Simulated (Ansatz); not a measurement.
## A series in volume per atom on ZrC

All results are calculated (Ansatz 0.2.0). Periodic Kohn-Sham DFT of a crystal at fixed atoms; pressure and stress are positive in compression; the energy is the free energy less that of spherical unpolarised free atoms; site moments are those in the method's own spheres, positive along +z.

Cell of the first row (space group Fm-3m, No. 225):
```
ZrC
1.0
      0.0000     2.3022     2.3022
      2.3022     0.0000     2.3022
      2.3022     2.3022     0.0000
Zr C
1 1
Direct
  0.50000 0.50000 0.50000
  0.00000 0.00000 0.00000
```

Settings of every row: method all-electron LAPW; functional PBEsol; relativity scalar; k mesh 15x15x15; filling fermi-dirac; smearing width 0.05 eV; basis error target 0.5 meV/atom; nucleus gaussian.

Atom start moment: 0 on all atoms.

| row | volume per atom (Å³) | energy less free atoms (eV/atom) | pressure (GPa) |
| --- | --- | --- | --- |
| 1 | 12.202 | -9.655 | 10.763 |
| 2 | 12.462 | -9.6678 | 5.134 |
| 3 | 12.722 | -9.6719 | 0.055 |
| 4 | 12.852 | -9.671 | -2.295 |
| 5 | 12.981 | -9.6682 | -4.527 |
| 6 | 13.111 | ? | ? |
| 7 | 13.241 | -9.6575 | -8.661 |
| 8 | 13.501 | -9.6404 | -12.39 |
| 9 | 13.76 | -9.6175 | -15.753 |

Question: what energy less free atoms and pressure should row 6 give?

Worked fit of energy less free atoms. Take u = (V_r/V)^(2/3) − 1 with V_r = 12.916 Å³ an atom, which is twice the finite (Eulerian) strain; such expansions in the strain, on which the Birch-Murnaghan equation of state is built, carry the rest volume and the bulk modulus. The shown rows have u = 0.03864, 0.02414, 0.01014, 0.00332, -0.00334, -0.01643, -0.0291, -0.04132. Least squares give energy less free atoms = −9.66985 − 0.4132 × u + 20.641 × u² eV/atom; a straight line predicts inner rows, each left out in turn, worse (root mean square 0.011 against 3.9e-05 eV/atom). The rows lie off it by 0.0000, 0.0000, 0.0000, 0.0000, 0.0000, 0.0000, -0.0001, 0.0000. Its lowest point lies at u = 0.0100, or V = 12.72 Å³ an atom, and the curvature there gives the bulk modulus at fixed shape and fractions, B = (4/9)(1 + u)² E″(u)/V = 236 GPa. The withheld row has u = -0.00994, so the fit gives −9.66985 − 0.4132 × (-0.00994) + 20.641 × (-0.00994)² = -9.6637 eV/atom.

The calculation gave -9.6637 eV/atom. The fit meets it to the printed digit.

Worked fit of pressure. Take u = (V_r/V)^(2/3) − 1 with V_r = 12.916 Å³ an atom, which is twice the finite (Eulerian) strain; such expansions in the strain, on which the Birch-Murnaghan equation of state is built, carry the rest volume and the bulk modulus. The shown rows have u = 0.03864, 0.02414, 0.01014, 0.00332, -0.00334, -0.01643, -0.0291, -0.04132. Least squares give pressure = −3.4145 + 333.729 × u + 855.3 × u² GPa; a straight line predicts inner rows, each left out in turn, worse (root mean square 0.44 against 0.0092 GPa). The rows lie off it by 0.005, -0.006, -0.002, 0.002, -0.007, 0.006, 0.012, -0.009 (root mean square 0.0069 GPa). The pressure vanishes at u = 0.0100, or V = 12.73 Å³ an atom, and there the bulk modulus at fixed shape and fractions is B = −V dP/dV = (2/3)(1 + u) dP/du = 236 GPa. The withheld row has u = -0.00994, so the fit gives −3.4145 + 333.729 × (-0.00994) + 855.3 × (-0.00994)² = -6.647 GPa.

The calculation gave -6.647 GPa. The fit meets it to the printed digit.
